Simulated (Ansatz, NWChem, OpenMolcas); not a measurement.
**Computed against measured: atomisation enthalpy at 298 K**

10 molecules; the atomisation enthalpy at 298 K in kJ/mol, computed less measured. Shapes, held fixed at every level: PBE0-D4/def2-TZVP. Flexible molecules stand in one conformer, not always the lowest. Thermal terms are harmonic and unscaled (PBE0-D4/def2-TZVP); the spin-orbit lowering of the free atoms is taken from their spectra. Programs: Ansatz 0.2.0, NWChem 7.3.0, OpenMolcas 26.06. A level may come from different programs for different species; with the same settings they agree closely. Measured values: Active Thermochemical Tables, CRC Handbook of Chemistry and Physics, NIST-JANAF tables.

Levels: A = r2SCAN/cc-pVDZ; B = B3LYP/cc-pVDZ; C = HSE06/cc-pVDZ; D = CCSD/cc-pVDZ.

| molecule | from tabulated heats | A | B | C | D |
| --- | --- | --- | --- | --- | --- |
| CBr2ClF (dibromochlorofluoromethane) | 1329 | -13 | -94 | -25 | -237 |
| CBr2F2 (dibromodifluoromethane) | 1484 | 0 | -68 | -15 | -232 |
| CBrCl2F (bromodichlorofluoromethane) | 1391 | -14 | -95 | -25 | -240 |
| CBrClF2 (SMILES FC(F)(Cl)Br) | 1551 | -4 | -73 | -18 | -237 |
| CH2BrF (bromofluoromethane) | 1556 | -23 | -49 | -27 | -173 |
| Si(CH3)Cl3 | 2714 | -35 | -134 | -60 | -293 |
| C2H6O (ethanol) | 3226 | -56 | -77 | -56 | -278 |
| C2H6S (dimethyl sulfide) | 3056 | -50 | -83 | -49 | -274 |
| C2H7N (dimethylamine) | 3448 | -65 | -62 | -45 | -307 |
| C4H6 (2-butyne) | 4030 | -61 | -89 | -33 | -358 |

(1) Sum up the errors.

Results:

(1) 
```json
{"level": "r2SCAN/cc-pVDZ", "kind": "meta-GGA", "mean error": "-32.1", "mean absolute error": "32.1", "worst case": "C2H7N"}
{"level": "B3LYP/cc-pVDZ", "kind": "global hybrid", "mean error": "-82.4", "mean absolute error": "82.4", "worst case": "Si(CH3)Cl3"}
{"level": "HSE06/cc-pVDZ", "kind": "range-separated hybrid", "mean error": "-35.3", "mean absolute error": "35.3", "worst case": "Si(CH3)Cl3"}
{"level": "CCSD/cc-pVDZ", "kind": "coupled cluster or CI", "mean error": "-262.9", "mean absolute error": "262.9", "worst case": "C4H6"}
```

On this set r2SCAN/cc-pVDZ has the smallest mean absolute error and CCSD/cc-pVDZ the largest. r2SCAN/cc-pVDZ is too low in 9 of 10; B3LYP/cc-pVDZ is too low in 10 of 10; HSE06/cc-pVDZ is too low in 10 of 10; CCSD/cc-pVDZ is too low in 10 of 10. The molecules' own spin-orbit binding is left out, so errors for heavy halides read too negative. Heats of the atoms come from ATcT where it has them. The tabulated value of Si(CH3)Cl3 is in doubt (older tables, estimates, or at odds with other calculations) and kept here. Over the 9 molecules whose values aren't doubted the mean absolute errors are A 31.8; B 76.7; C 32.6; D 259.6. The smallest two are near a tie. A functional in a double-zeta set wins here by errors that cancel. For r2SCAN/cc-pVDZ the error tends to grow with the atomisation enthalpy. Correlated wave functions converge slowly with the basis. CCSD also lacks the triples, which bind further. Relativity is left out for Br. Outer-core shells of Br are correlated, in sets that cover them unevenly. The set is small.

The near tie between r2SCAN and HSE06 hides a split by composition: r2SCAN lies closer to the tabulated heats for every halomethane, while HSE06 is level or closer for the four halogen-free molecules, most clearly for 2-butyne. The CCSD deficit doesn't simply follow bond strength. CBr2ClF is more weakly bound than CH2BrF, yet its error is -237 against -173. Atomisation removes the correlation between electrons brought together in the molecule, and replacing hydrogen by halogen adds lone pairs close to one another as well as bonding pairs, so more of this energy is there to be missed.

Among the tetrahalomethanes, B3LYP errs more with one fluorine than with two, whereas exchanging bromine for chlorine matters little. The shift is smaller for the other two functionals in the same basis, which suggests that B3LYP underestimates medium-range correlation between bulky, crowded halogens. These errors don't carry over directly to reaction energies, where much of the deficit would cancel if bond types are conserved.
